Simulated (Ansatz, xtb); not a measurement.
SiH4O (Si(OH)H3): the electronic atomisation energy, rung by rung

SiH4O: 6 atoms, total charge 0, spin state singlet. SMILES: `[H][Si]([H])([H])O`. The coordinates come from a GFN2-xTB relaxation.

```
atom    x (Å)    y (Å)    z (Å)
  Si  -0.0599  -0.1150  -0.4079
   O  -0.0595  -0.0919   1.2171
   H   0.3273   0.6209   1.7173
   H   1.3132  -0.1128  -0.9169
   H  -0.7604   1.0584  -0.9332
   H  -0.7606  -1.3597  -0.6764
```

Each level gives the electronic atomisation energy (eV). The values are calculated. Electronic energies at fixed atoms, without zero-point motion or spin-orbit coupling.

```csv
level,kind,program,value (eV),less FCI/STO-3G,CPU time (all runs)
GFN0-xTB,semi-empirical,xtb,24.12,+4.75,under 2 s
PBE/STO-3G,GGA,Ansatz,23.15,+3.78,1.7 s
B3LYP/STO-3G,global hybrid,Ansatz,22.92,+3.55,1.5 s
wB97X/STO-3G,range-separated hybrid,Ansatz,22.53,+3.16,5.3 s
B2PLYP/STO-3G,double hybrid,Ansatz,21.49,+2.12,2 s
RPA@PBE/STO-3G,RPA,Ansatz,18.90,-0.47,2.4 s
MP2/STO-3G,perturbation theory,Ansatz,18.77,-0.60,0.21 s
CCSD(T)/STO-3G,coupled cluster or CI,Ansatz,19.36,-0.01,0.31 s
FCI/STO-3G,exact in the basis,Ansatz,19.37,0.00,2.9 s
```

FCI/STO-3G is exact within its basis and frozen core, so for wave-function methods in that basis the difference is their error; functionals converge differently with the basis, so for them it is only a difference. The values span 18.77 to 24.12 eV. The xTB rows lack spin polarisation, so open shells miss the exchange term that lowers them. All rows use very small basis sets, so even the best lies far from the true value. Times are those of the runs behind each value, whatever else they computed, on shared processors of several kinds: orders of magnitude only.

The coupled-cluster value of 19.36 eV nearly reproduces the full-CI result of 19.37 eV, as expected for a closed-shell molecule with polar single bonds and no near-degeneracy. MP2 recovers too little of the differential correlation and underbinds by 0.60 eV.

The larger divide is between the density functionals and the methods that build correlation from virtual orbitals. In a minimal basis the separated atoms have almost no room to correlate, and the molecule has little beyond its valence antibonding orbitals, so much of the correlation gained on bonding is lost. A density-based correlation functional needs no such excitations, which probably explains much of the higher functional values. B2PLYP fits this picture: it takes part of its correlation from perturbation theory and falls between the other functionals and the wave-function results, while RPA, which also relies on virtual orbitals, lies close to full CI.

The total covers the Si–H and O–H bonds as well, so it gives no separate measure of Si–O bond strength.
